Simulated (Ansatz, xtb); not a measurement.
C6H9PS: which of two isomers lies lower

We compare a, `CC(C)C1=CP=CS1`, a singlet, with b, `CCC1=PC=C(C)S1`, a singlet. Both are isolated molecules in the gas phase, relaxed with PBE-D3(BJ)/def2-SVP; the shapes shown needn't be the lowest conformers.

a (Å):

| atom | x (Å) | y (Å) | z (Å) |
| --- | --- | --- | --- |
| C | 0.1991 | -0.0293 | 1.9885 |
| C | -0.2114 | 0.7400 | 0.7207 |
| C | -1.1405 | 1.9205 | 1.0535 |
| C | -0.8136 | -0.1760 | -0.3255 |
| C | -0.3139 | -0.4429 | -1.5848 |
| C | -2.4367 | -1.8343 | -1.4624 |
| P | -1.2072 | -1.5659 | -2.6459 |
| S | -2.3000 | -1.0143 | 0.0422 |
| H | -0.6892 | -0.4621 | 2.4944 |
| H | 0.8892 | -0.8620 | 1.7484 |
| H | 0.7034 | 0.6449 | 2.7104 |
| H | 0.7106 | 1.1497 | 0.2543 |
| H | -1.4130 | 2.4878 | 0.1419 |
| H | -2.0810 | 1.5643 | 1.5234 |
| H | -0.6508 | 2.6166 | 1.7646 |
| H | 0.6218 | 0.0368 | -1.9151 |
| H | -3.3112 | -2.4906 | -1.5846 |

b (Å):

```xyz
17

C     1.8682   -1.6466   -1.8654
C     0.3724   -1.7558   -2.1996
C    -0.5282   -1.0455   -1.2200
C    -2.0971    0.5042    0.0998
C    -1.7326   -0.4555    1.0214
C    -2.1731   -0.5560    2.4549
P    -1.4395    0.3931   -1.5535
S    -0.6451   -1.6661    0.3962
H     2.1863   -0.5854   -1.8330
H     2.4835   -2.1720   -2.6235
H     2.0922   -2.0934   -0.8752
H     0.1807   -1.3248   -3.2045
H     0.0832   -2.8283   -2.2671
H    -2.7848    1.3139    0.3931
H    -2.7241   -1.4989    2.6536
H    -1.3133   -0.5236    3.1560
H    -2.8447    0.2885    2.7007
```

Quicker runs give these differences E(b) − E(a): GFN2-xTB −0.92 kcal/mol; HF/STO-3G −1.84 kcal/mol (at GFN2-xTB geometries); r2SCAN-D4/def2-SVP −1.76 kcal/mol (at GFN2-xTB geometries).

Problem. Estimate E(b) − E(a) at the level CCSD(T)/def2-SVP + ΔMP2/def2-TZVPP.

Solution. Too close to call at this level: CCSD(T)/def2-SVP + ΔMP2/def2-TZVPP gives E(b) − E(a) = −0.01 kcal/mol.

Level by level:

```tsv
level	geometry	E(b) − E(a) (kcal/mol)	departure from the last row (kcal/mol)	job, with rough time for the two
GFN2-xTB	GFN2-xTB	−0.92	−0.91	optimisation, 2.2 s
HF/STO-3G	GFN2-xTB	−1.84	−1.84	single point, 0.65 s
r2SCAN-D4/def2-SVP	GFN2-xTB	−1.76	−1.75	single point, 5.6 s
PBE-D3(BJ)/def2-SVP	PBE-D3(BJ)/def2-SVP	−1.89	−1.88	optimisation, 40 s
HF/def2-SVP	PBE-D3(BJ)/def2-SVP	−2.17	−2.17	part of the CCSD(T) run
MP2/def2-SVP	PBE-D3(BJ)/def2-SVP	−0.87	−0.86	part of the CCSD(T) run
CCSD(T)/def2-SVP	PBE-D3(BJ)/def2-SVP	−0.63	−0.63	single point
CCSD(T)/def2-SVP + ΔMP2/def2-TZVPP	PBE-D3(BJ)/def2-SVP	−0.01		single point, 2.8 min
```

As drawn, both hold the same kinds of bond in the same numbers.

The largest departure from CCSD(T)/def2-SVP + ΔMP2/def2-TZVPP is that of HF/def2-SVP, 2.17 kcal/mol. The last row adds to CCSD(T) the change of the MP2 difference between the two basis sets, here +0.63 kcal/mol.

With thermal terms from frequencies at re-optimised GFN2-xTB minima (ideal gas, soft modes damped towards free rotors, one conformer each, 298.15 K, 1 atm): on the last row, ΔE + ΔZPE = −0.31, ΔH = 0.00, ΔG = −0.98 kcal/mol.

The correlated steps freeze 16 core orbitals. Programs: Ansatz 0.2.0, xtb 6.7.1; the last row on 4 threads of Arm Neoverse V1 on a shared host.

The two isomers are effectively degenerate in electronic energy. Both keep the 1,3-thiaphosphole ring, so the comparison is mainly one of alkyl placement: b has a second ring substituent, gaining an sp2–sp3 C–C bond and the hyperconjugation that goes with it, while a has the branched isopropyl group. These preferences probably almost cancel.

Hartree–Fock favours b most strongly, and correlation removes much of that advantage. This fits the known extra correlation stabilisation of branched alkyl groups, whose 1,3-related carbons sit close together; semilocal functionals tend to recover this medium-range part incompletely, which may be why PBE and r2SCAN stay nearer to Hartree–Fock.

The enthalpies are also level, so the free-energy lean towards b is entropic, plausibly from softer torsions of its separate ethyl and methyl groups. That supports at most a modest preference for b at room temperature. Since enlarging the basis shifts the balance by as much as the entire CCSD(T)/def2-SVP gap, a still larger basis could settle the electronic ordering either way.
